### GaSb: reading the bonds from nine Wannier functions

The filled bands of a crystal spread over all cells, but they can be recombined into functions that each hold one electron pair in one place. In the table, function a, function b and function c give the centre of such a function as fractions of the three cell edges. Function spread is the mean square distance of its charge from that centre. The questions below start with the sizes of the functions and end with how far the digits hold.

Wannier functions of the nine lowest bands, taken as filled, of GaSb (F-43m, two-atom cell), calculated with GPAW 26.7.0 and ASE: plane-wave PAW DFT, vdW-DF-cx functional, 600 eV cutoff, no spin polarisation or spin–orbit coupling. The functions were localised from a random start on a 5 × 5 × 5 k mesh, with a penalty on unequal spreads.

| row | function a (fractional) | function b (fractional) | function c (fractional) | function spread (angstrom^2) |
| --- | --- | --- | --- | --- |
| 1 | 0.853 | 0.853 | 0.853 | 2.197 |
| 2 | 0.853 | 0.439 | 0.853 | 2.198 |
| 3 | 0.440 | 0.853 | 0.853 | 2.192 |
| 4 | 0.752 | 0.751 | 0.746 | 0.427 |
| 5 | 0.749 | 0.752 | 0.748 | 0.453 |
| 6 | 0.755 | 0.744 | 0.756 | 0.426 |
| 7 | 0.853 | 0.853 | 0.439 | 2.194 |
| 8 | 0.746 | 0.757 | 0.746 | 0.415 |
| 9 | 0.749 | 0.748 | 0.757 | 0.413 |

### 1. Which functions are larger, and why?

Rows 1, 2, 3 and 7 have about five times the spread of the other five. As a radius, the root of the spread, this is about 1.5 Å against 0.65 Å. The compact functions sit on Sb and lie some 27 eV below the Fermi level, which identifies them as the filled 4d shell of Sb. That shell is held close to its nucleus, whereas each wide function is a bonding pair that has to reach across two atoms.

### 2. Why do equal bonds have different coordinates?

Each Sb atom has four Ga neighbours at the corners of a tetrahedron, and one wide function points to each of them. The cell edges are not at right angles, so equal directions in space look unequal in fractions. Sb lies at 0.75 on every edge, and in the usual setting of this structure Ga lies at the cell corners. A step from Sb towards Ga therefore either raises a coordinate towards 1 or lowers it towards 0, and the lowering step is three times as long. This is why 0.853 and 0.439 can describe the same kind of bond.

Let $f$ be the fraction of the way from Sb to Ga at which the pair is centred. Row 1 gives

$$f=\frac{0.853-0.75}{1-0.75}=0.41.$$

A single $f$, the average over the four bond rows including this one, places all four centres to better than 0.01 Å.

### 3. Why are the bond centres nearer to Sb?

Sb is more electronegative than Ga, so the shared pair spends more of its time on the Sb side. The centre moves about 0.23 Å from the midpoint towards Sb. The size of this shift also depends on how the functions were built, because they were localised together with the 4d shell of Sb (question 6). Lithium hydride is a simpler case of the same effect: its one bonding pair is drawn towards hydrogen, whereas in H₂ symmetry keeps the pair in the middle.

If the pair were divided between two orbitals centred exactly on the atoms, Sb would hold about 59% of it and Ga 41%. Real bonding orbitals lean towards each other, which brings their centres closer together. The same shift then needs a more uneven division, so for orbitals that lean equally these shares understate the polarity.

### 4. Does this make GaSb a crystal of ions?

All nine centres are nearer to Sb than to Ga. Assigning each whole pair to its nearest atom would therefore give Ga³⁺ and Sb³⁻. That is a useful way to count electrons, but a poor measure of charge, because it would give the same answer for a pair at 49% of the bond as for one sitting on Sb.

The comparison with lithium hydride also ends here. In the molecule, the shift of the pair contributes directly to a dipole. In the crystal, four equal shifts point to the corners of a tetrahedron and cancel, so the average of the four centres falls on Sb whatever the value of $f$. The polarity has to be read from each bond separately.

### 5. Can charges on the two atoms explain the width of a bond?

The simplest picture puts part of the pair on Sb and the rest on Ga, a bond length $L$ apart. Part of the spread then comes only from the distance between the atoms. With the weight $1-f$ on Sb and $f$ on Ga, the mean position is $fL$ and the mean square distance from it is

$$f(1-f)L^2=0.414\times0.586\times(2.649\ \text{Å})^2\approx1.7\ \text{Å}^2.$$

The calculated spread is 2.2 Å², so only about 0.5 Å² is left for the size of the orbitals themselves. That is hardly more than the spread of the 4d functions, although the outer shells of both atoms must be much wider than an inner shell of Sb. The picture fails because it puts too much charge at the ends of the bond. Charge gathered between the atoms adds less to the spread and leaves room for wide orbitals, as a covalent bond requires. The width alone does not prove covalency, since an s–p hybrid on Sb alone would also be wide and lie somewhat off the nucleus. It is the centre at 41% of the bond, not far from the midpoint, that points to a covalent bond with a moderate polarity.

### 6. Which digits can be trusted?

Symmetry makes the four bonds identical, so any difference between them is numerical. Their spreads agree within 0.3% of the mean, and their positions within about 0.01 Å. The 4d spreads differ by 9% of their mean, and these differences should not be read as chemistry.

The search for these functions began from random ones and penalised unequal spreads. The nine bands taken as filled also cross the Fermi level in this run, so they are not cleanly separated from the empty bands. Both can disturb the functions. One possible result is a little bond character mixed into the 4d functions, which would make them both wider and higher in energy. The two kinds lie 19.5 eV apart. Measured from Sb, the mean square distance of a bond function exceeds that of a 4d function by about 3.0 Å². A small admixture should therefore raise the energy by about 6.6 eV for each Å² of added spread.

The five 4d rows give 6.7 eV/Å² (row 5 spans most of the range, but the other four lie on nearly the same line), and an admixture differing by little more than 1% would cover their energy range. The same reasoning applied to the bond rows predicts a slope more than twice the one found. The estimate leaves out the cross terms between the two kinds of function, so the slopes alone do not settle the matter. The energies say more, because the energy of a function is a weighted mean of band energies, without such cross terms. The bond functions lie 7.5 eV below the Fermi level, whereas eight free electrons in this cell would average only about 4 eV below their top level. Real valence bands differ from free ones, but hardly by so much, so all four bond functions probably carry a 4d share of the order of a tenth. Localising the four valence bands on their own would test this and could change both $f$ and the spreads.

### 7. What would change with another element or setting?

If both atoms were the same element, as in germanium, symmetry would put the pair at the midpoint. A larger difference in electronegativity would generally draw it further towards the more electronegative atom. That is the rule to carry to a neighbouring compound: for atoms of similar size and functions built in the same way, the position of the centre along the bond shows which atom holds more of the pair.

The Wannier functions used a mesh of five k points along each axis. A finer mesh could change all four bond spreads together. Their close agreement, which the penalty on unequal spreads favours, does not show that 2.2 Å² is the converged value. The energy gap needs more care still. This calculation closes it, although GaSb is a semiconductor, and functionals of this type are known to make gaps too small. The spin–orbit coupling left out here would not reopen the gap. The table therefore supports a picture of where the bonds lie, but the run gives no reliable value for the gap.

The printed analysis below gives the position and energy of each function and the estimates used above.

Numerical output:

```
Position and energy of each function:
  row  distance from Sb (A)  percent of bond length  energy from Fermi level (eV)
    1                 1.091                    41.2                        -7.472
    2                 1.099                   41.47                        -7.462
    3                 1.095                   41.33                        -7.551
    4               0.01435                  0.5416                        -27.01
    5              0.009673                  0.3651                        -26.83
    6               0.03379                   1.275                        -27.01
    7                 1.099                   41.47                        -7.502
    8                0.0277                   1.046                        -27.08
    9               0.02559                  0.9661                         -27.1
Mean spread of the four bond functions (A^2): 2.195
Mean spread of the five 4d functions (A^2): 0.4268
Ratio of the mean spreads, bond to 4d: 5.144
Root of the mean spread, bond functions (A): 1.482
Root of the mean spread, 4d functions (A): 0.6533
Mean distance of bond centres from Sb (A): 1.096
Mean position along the bond from Sb (percent): 41.37
Shift of bond centres from the midpoint towards Sb (A): 0.2287
Polarity 1-2f with hybrids centred on the atoms: 0.1727
Largest miss of a bond centre from the one-fraction model (A): 0.005651
Distance of the average of the four bond centres from Sb (A): 0.004459
Spread of two point charges on the atoms (A^2): 1.702
Width left over for the valence orbitals in that picture (A^2): 0.4931
Range of spread among bond functions (percent of mean): 0.2733
Range of spread among 4d functions (percent of mean): 9.372
Energy separation of bond and 4d functions (eV): 19.51
Slope of energy against spread, 4d rows (eV/A^2): 6.715
Slope expected from admixed bond function, 4d rows (eV/A^2): 6.57
Slope of energy against spread, bond rows (eV/A^2): 14.17
Slope expected from admixed 4d function, bond rows (eV/A^2): 34.37
Difference in admixture that would explain the 4d energy range (percent): 1.378
```
